The same tin sheet, covered with hydrogen on both faces, is calculated here with five functionals. The atoms stay where r2SCAN puts them, so every change in the gap comes from the electronic treatment.

Ansatz 0.2.0, plane-wave DFT with PAW potentials, for a SnH sheet periodic in two directions, with the atoms fixed at the r2SCAN geometry. All runs are spin-unpolarised, without spin-orbit coupling, and use a 6×6×1 k mesh and fixed occupations. Gaps are the smallest found over the mesh and the points Γ, M and K.

| functional | wave cutoff | band gap (eV) | least direct gap (eV) |
| --- | --- | --- | --- |
| LDA | 420 eV | 0.447 | 0.447 |
| r2SCAN | 500 eV | 0.820 | 0.820 |
| HSE06 | 420 eV | 1.142 | 1.142 |
| PBE0 | 420 eV | 1.722 | 1.722 |
| r2SCANh | 500 eV | 1.209 | 1.209 |

### 1. What kind of gap is it, and which functional makes it largest?

The band gap equals the least direct gap in all five rows. The highest filled and lowest empty levels both lie at Γ, the centre of the Brillouin zone. PBE0 gives the largest gap, 1.72 eV, almost four times the LDA value. The choice of functional thus decides whether the sheet looks like a narrow-gap or a medium-gap semiconductor.

### 2. Why does exact exchange widen the gap?

The filled bands can be built from localised orbitals, and an electron in such an orbital is part of the density that repels it. Exact exchange removes this self-repulsion and so lowers the filled bands strongly. An empty state has no such self-repulsion to remove and gains much less. A semilocal potential such as that of LDA draws no such line between filled and empty states. When exact exchange replaces part of it, both kinds of state lose some semilocal attraction. The filled states get more than that back and the empty states less, so the two band edges move apart.

The cleanest test is r2SCAN against r2SCANh, which share a parent functional and a cutoff. Ten per cent of exact exchange opens the gap by 0.39 eV, or about 0.04 eV per percentage point.

### 3. Can the gap be predicted from the percentage alone?

No, because the starting functional matters too. LDA and r2SCAN both contain no exact exchange, yet their gaps differ by 0.37 eV. At the rate found above, 25 % of exact exchange added to r2SCAN gives 1.79 eV, close to PBE0. Added to LDA, it gives only 1.42 eV, which is 0.30 eV below PBE0. The proper starting point would be PBE, the semilocal parent of PBE0, which is not among the rows.

### 4. HSE06 and PBE0 both contain 25 %. Why do their gaps differ?

HSE06 uses exact exchange only at short range, while PBE0 keeps it at all distances. The part that PBE0 adds acts through the smooth interaction $\mathrm{erf}(\omega r)/r$. Here $r$ is the distance between two electrons and $\omega$, about 0.11 per bohr, sets where HSE06 switches over.

Consider the limit in which this interaction is flat across the region where exchange acts. A filled state then gains the full height of the interaction. An empty state gains nothing, because it is orthogonal to every filled one. The height is greatest at $r=0$, where it equals $2\omega/\sqrt{\pi}$, so the gap can open by at most

$$0.25\times\frac{2\times0.11}{\sqrt{\pi}}\times27.2\ \text{eV}\approx0.84\ \text{eV}.$$

The computed opening is 0.58 eV, about 70 % of this ceiling. Neither gap was used to set the estimate. It assumes unchanged orbitals and a replaced semilocal part that moves both edges alike. A shortfall is expected, since the real interaction weakens with distance, but the calculation does not isolate that effect. The share is also provisional, because long-range exchange is sensitive to the k mesh and no denser mesh was tried.

### 5. Does a hybrid stretch the gaps or shift them?

Here it mostly shifts them. From r2SCAN to PBE0 the direct gap grows by 0.90 eV at Γ and by 1.12 eV at K, a corner of the zone. Yet the r2SCAN gap at K is more than eight times the one at Γ. The two functionals also differ in their semilocal part, but the pattern fits the mechanism, in which the main divide runs between filled and empty states. The shift is not quite constant, though. At K the highest filled level lies deeper than at Γ and drops further, which accounts for most of the extra opening there.

For this pair of functionals, a constant added to the r2SCAN gaps is therefore a better quick correction than a common factor. A nearly constant shift also explains why the small gap at Γ changes so much in relative terms.

### 6. What would spin-orbit coupling or a lighter element change?

Spin-orbit coupling is absent from all rows. In the r2SCAN and PBE0 levels, the valence top at Γ is a degenerate pair. By symmetry and bonding it should be built from tin p orbitals lying in the sheet. The coupling would split this pair, raise its upper member and narrow the gap.

Suppose, as a rough assumption and not a result, that the rise is 0.2 eV. This would take nearly half of the LDA gap but only about a tenth of the PBE0 gap. With germanium in place of tin, the missing correction would be smaller, because spin-orbit coupling weakens towards lighter atoms.

### 7. Which digits can be trusted, and what should be done?

The third decimal reproduces the calculation, but physically even the first is open. The omitted spin-orbit coupling alone can change it, and the table has no measured gap to decide between the functionals. r2SCANh lies only 0.07 eV above HSE06, and the two differ in parent functional, exchange percentage, range and cutoff, so their order deserves no single explanation.

Quote the gap to one decimal, always with its functional. Before using it as a material property, add spin-orbit coupling and repeat the hybrids on a denser k mesh, PBE0 above all, since long-range exchange converges slowly with the mesh. HSE06 and PBE0 also carry a warning about a rough potential in thin density, whose effect on the gap is untested. The LDA gap here belongs to the r2SCAN geometry, where LDA leaves forces of about 0.2 eV/Å. A gap at LDA's own geometry would need a new relaxation and may differ.

The output below lists the edge shifts, the ceiling estimate and the gaps away from Γ.

Numerical output:

```
Gaps and edge shifts:
      row  gap eV  above LDA eV  ratio to LDA  valence edge from r2SCAN eV  conduction edge from r2SCAN eV  rough spin-orbit share percent
      LDA   0.447             0             1                     0.001851                         -0.3712                           44.74
   r2SCAN    0.82         0.373         1.834                            0                               0                           24.39
    HSE06   1.142         0.695         2.555                      -0.1783                          0.1435                           17.51
     PBE0   1.722         1.275         3.852                      -0.4851                          0.4174                           11.61
  r2SCANh   1.209         0.762         2.705                      -0.2286                          0.1604                           16.54
Gap opening from r2SCAN to r2SCANh (eV): 0.389
Opening per percentage point of exact exchange in the r2SCAN pair (eV): 0.0389
Gap opening from HSE06 to PBE0 (eV): 0.58
Valence edge shift from HSE06 to PBE0 (eV): -0.3067
Conduction edge shift from HSE06 to PBE0 (eV): 0.2738
Ceiling for the opening by long-range exchange (eV): 0.8444
Computed opening as a share of the ceiling (percent): 68.69
Fraction-only estimate at 25 percent starting from r2SCAN (eV): 1.793
Its miss against PBE0, estimate less computed (eV): 0.0705
Fraction-only estimate at 25 percent starting from LDA (eV): 1.42
Its miss against PBE0, estimate less computed, LDA start (eV): -0.3025
r2SCANh gap less HSE06 gap (eV): 0.067
Direct gap at M in r2SCAN (eV): 3.177
Direct gap at M in PBE0 (eV): 4.22
Direct gap at K in r2SCAN (eV): 6.964
Direct gap at K in PBE0 (eV): 8.081
Opening r2SCAN to PBE0 at Gamma (eV): 0.902
Opening r2SCAN to PBE0 at M (eV): 1.043
Opening r2SCAN to PBE0 at K (eV): 1.117
Ratio PBE0 to r2SCAN at Gamma: 2.1
Ratio PBE0 to r2SCAN at M: 1.328
Ratio PBE0 to r2SCAN at K: 1.16
```
